**Hand rule for the triplet-singlet gap of Si2Zr2 against the share of exact exchange**

The table holds the triplet-minus-singlet gap of Si2Zr2 from Ansatz 0.2.0, for PBE mixed with 0 to 50 % exact exchange in the def2-TZVP basis, at fixed structures, without dispersion or spin-orbit coupling. The program tests the form $g_0 + b\,a + c\,a^2$ (frozen-orbital slope plus orbital relaxation), its rounded version $20 - 0.43\,a - a^2/300$ kJ/mol, and two straight lines. The rounded rule matches all seven rows within 0.13 kJ/mol, the line through 0 and 25 % is off by 4.30 kJ/mol at 50 %, and a parabola fitted up to 25 % is off by 1.15 kJ/mol there. Singlet energies of the same runs are concave in $a$ with about six times the curvature of the gap, and the singlet's HOMO-LUMO gap widens about ten times faster than the spin gap falls. The sign change near 36 % refers to a restricted singlet whose stability against spin-symmetry breaking was not tested at this level.

Calculated values. Ansatz 0.2.0, PBE with a varying share of exact exchange and no dispersion term, def2-TZVP basis with def2 core potential on Zr, for neutral, isolated Si2Zr2. The spin gap is the energy of the triplet minus that of the restricted singlet, each at its own fixed structure (for the singlet, from B3LYP-D4/def2-SVP), without spin-orbit coupling.

## Script

```python
# Table: triplet minus singlet gap (kJ/mol) of Si2Zr2, Ansatz 0.2.0, PBE with a % exact exchange,
# def2-TZVP, fixed geometries, no dispersion, no spin-orbit coupling.
# Tested: hand rule g0 + b a + c a^2 (frozen orbitals plus relaxation) against straight lines.
T = {
    'exact_exchange': [0, 5, 10, 15, 25, 35, 50],  # %
    'spin_gap': [20.1, 17.7, 15.3, 12.9, 7.3, 0.9, -9.8],  # kJ/mol
}
import numpy as np
from scipy.constants import e, N_A
K = e*N_A/1000  # kJ/mol per eV
a = np.array(T['exact_exchange'], float); g = np.array(T['spin_gap'], float)
G = dict(zip(a, g)); rms = lambda r: np.sqrt(np.mean(r**2))
sl = np.diff(g)/np.diff(a)
print("rounding of the gap: 0.05 kJ/mol; total change %.1f kJ/mol" % (g[-1]-g[0]))
print("slopes, kJ/mol per % (uncertainty from rounding):")
for i in range(len(sl)):
    print("  %2d-%2d %%: %.3f (%.3f)" % (a[i], a[i+1], sl[i], 0.1/(a[i+1]-a[i])))
q = np.polyfit(a, g, 2); l = np.polyfit(a, g, 1)
t = np.array([(G[25]-G[0])/25, G[0]]); q5 = np.polyfit(a[a <= 25], g[a <= 25], 2)
h = np.array([-1/300, -0.43, 20.0])  # hand rule: rounded constants of the parabola
print("fitted parabola: %.2f %+.4f a %+.5f a^2 (1/c = %.0f)" % (q[2], q[1], q[0], 1/q[0]))
print("fitted line: %.2f %+.4f a; line via 0 and 25 %%: %.1f %+.3f a" % (l[1], l[0], t[1], t[0]))
print("parabola from 0-25 %% only: %.2f %+.4f a %+.5f a^2" % (q5[2], q5[1], q5[0]))
print("hand rule 20 - 0.43 a - a^2/300, kJ/mol:")
print("   a   0.43a  a^2/300   rule   table  rule-table")
for x, y in zip(a, g):
    r = np.polyval(h, x)
    print("  %2d  %6.2f  %6.2f  %6.2f  %6.1f  %+6.2f" % (x, 0.43*x, x*x/300, r, y, r-y))
print("model minus table, kJ/mol, at a = " + " ".join("%d" % x for x in a))
M = [("hand rule", h), ("fitted parabola", q), ("fitted line", l),
     ("line via 0, 25", t), ("parabola 0-25", q5)]
for n, p in M:
    print("  %-16s" % n + " ".join("%+.2f" % v for v in np.polyval(p, a)-g))
for n, p in M:
    r = np.polyval(p, a)-g; w = np.argmax(abs(r)); z = max(np.roots(p).real)
    print("  %-16srms %.2f, worst %+.2f at %d %%, zero %.1f %%, 100 %%: %.0f"
          % (n, rms(r), r[w], a[w], z, np.polyval(p, 100)))
print("zero by interpolation of the last two rows: %.1f %%" % (a[-2]-g[-2]/sl[-1]))
print("rule slope change 0-5 to 10-15 %%: %.3f; table: %.3f kJ/mol per %%" % (20*h[0], abs(sl[2]-sl[0])))
# further outputs of the same runs: dispersion-free singlet energies (eV), rows 0-35 %
Es = np.array([-18306.2915, -18306.0814, -18305.8819, -18305.6928, -18305.3463, -18305.0417])
a6 = a[:6]; S = (Es-Es[0])*K; ps = np.polyfit(a6, S, 2); pt = np.polyfit(a6, S+g[:6], 2)
print("singlet 0-35 %%: slope at 0 %.3f kJ/mol per %%, a^2 term %.4f" % (ps[1], ps[0]))
print("triplet (singlet+gap): slope at 0 %.3f, a^2 term %.4f" % (pt[1], pt[0]))
print("gap a^2 term 0-35 %%: %.4f; singlet term / gap term: %.1f" % (pt[0]-ps[0], ps[0]/(pt[0]-ps[0])))
print("worst misfit of singlet parabola: %.3f kJ/mol" % max(abs(np.polyval(ps, a6)-S)))
# further outputs: singlet HOMO and LUMO (eV) at 0, 5, 10, 15, 35 %
ao = a[[0, 1, 2, 3, 5]]; go = g[[0, 1, 2, 3, 5]]
ho = np.array([-3.92591, -4.059642, -4.194081, -4.329224, -4.875787])
lu = np.array([-3.260843, -3.107969, -2.954637, -2.800875, -2.182585])
d = lu-ho; so = np.polyfit(ao, d*K, 1)[0]; sg = np.polyfit(ao, go, 1)[0]
print("HOMO-LUMO gap, eV, at 0 5 10 15 35 %: " + " ".join("%.2f" % v for v in d))
print("its slope %+.2f, spin gap slope %+.2f kJ/mol per %%, ratio %.1f" % (so, sg, abs(so/sg)))
print("orbital gap at 0 %%: %.1f kJ/mol, %.1f times the spin gap" % (d[0]*K, d[0]*K/g[0]))
# geometries (Angstrom) of the two states; force on first Zr (eV/Angstrom), singlet at 25 %
X1 = np.array([[-.04, 1.49, -.64], [.08, -1.31, -.95], [1.31, -.03, .83], [-1.35, -.15, .76]])
X3 = np.array([[-.04, 1.48, -.65], [.08, -1.29, -.96], [1.33, -.04, .84], [-1.36, -.15, .77]])
for n, X in (("singlet", X1), ("triplet", X3)):
    print("%s: Zr-Zr %.2f, Si-Si %.2f Angstrom" % (n, np.linalg.norm(X[0]-X[1]), np.linalg.norm(X[2]-X[3])))
print("force on first Zr, singlet, 25 %%: %.2f eV/Angstrom" % np.linalg.norm([0.01465, -0.4625, 0.17865]))
assert np.all(sl < 0) and np.all(np.diff(sl) < 1e-9)   # gap falls, slope never flattens
assert G[35] > 0 > G[50]                               # sign change in the last interval
assert pt[0] < ps[0] < 0                               # both states concave, triplet more
assert np.all(np.diff(d) > 0)                          # orbital gap widens
```

It prints:

```
rounding of the gap: 0.05 kJ/mol; total change -29.9 kJ/mol
slopes, kJ/mol per % (uncertainty from rounding):
   0- 5 %: -0.480 (0.020)
   5-10 %: -0.480 (0.020)
  10-15 %: -0.480 (0.020)
  15-25 %: -0.560 (0.010)
  25-35 %: -0.640 (0.010)
  35-50 %: -0.713 (0.007)
fitted parabola: 20.01 -0.4264 a -0.00339 a^2 (1/c = -295)
fitted line: 21.08 -0.5942 a; line via 0 and 25 %: 20.1 -0.512 a
parabola from 0-25 % only: 20.05 -0.4444 a -0.00259 a^2
hand rule 20 - 0.43 a - a^2/300, kJ/mol:
   a   0.43a  a^2/300   rule   table  rule-table
   0    0.00    0.00   20.00    20.1   -0.10
   5    2.15    0.08   17.77    17.7   +0.07
  10    4.30    0.33   15.37    15.3   +0.07
  15    6.45    0.75   12.80    12.9   -0.10
  25   10.75    2.08    7.17     7.3   -0.13
  35   15.05    4.08    0.87     0.9   -0.03
  50   21.50    8.33   -9.83    -9.8   -0.03
model minus table, kJ/mol, at a = 0 5 10 15 25 35 50
  hand rule       -0.10 +0.07 +0.07 -0.10 -0.13 -0.03 -0.03
  fitted parabola -0.09 +0.09 +0.10 -0.05 -0.07 +0.03 +0.01
  fitted line     +0.98 +0.41 -0.16 -0.73 -1.07 -0.61 +1.17
  line via 0, 25  +0.00 -0.16 -0.32 -0.48 +0.00 +1.28 +4.30
  parabola 0-25   -0.05 +0.07 +0.05 -0.10 +0.02 +0.42 +1.15
  hand rule       rms 0.08, worst -0.13 at 25 %, zero 36.3 %, 100 %: -56
  fitted parabola rms 0.07, worst +0.10 at 10 %, zero 36.4 %, 100 %: -57
  fitted line     rms 0.81, worst +1.17 at 50 %, zero 35.5 %, 100 %: -38
  line via 0, 25  rms 1.71, worst +4.30 at 50 %, zero 39.3 %, 100 %: -31
  parabola 0-25   rms 0.47, worst +1.15 at 50 %, zero 37.1 %, 100 %: -50
zero by interpolation of the last two rows: 36.3 %
rule slope change 0-5 to 10-15 %: -0.067; table: 0.000 kJ/mol per %
singlet 0-35 %: slope at 0 4.155 kJ/mol per %, a^2 term -0.0203
triplet (singlet+gap): slope at 0 3.727, a^2 term -0.0236
gap a^2 term 0-35 %: -0.0033; singlet term / gap term: 6.1
worst misfit of singlet parabola: 0.004 kJ/mol
HOMO-LUMO gap, eV, at 0 5 10 15 35 %: 0.67 0.95 1.24 1.53 2.69
its slope +5.59, spin gap slope -0.55 kJ/mol per %, ratio 10.1
orbital gap at 0 %: 64.2 kJ/mol, 3.2 times the spin gap
singlet: Zr-Zr 2.82, Si-Si 2.66 Angstrom
triplet: Zr-Zr 2.79, Si-Si 2.69 Angstrom
force on first Zr, singlet, 25 %: 0.50 eV/Angstrom
```
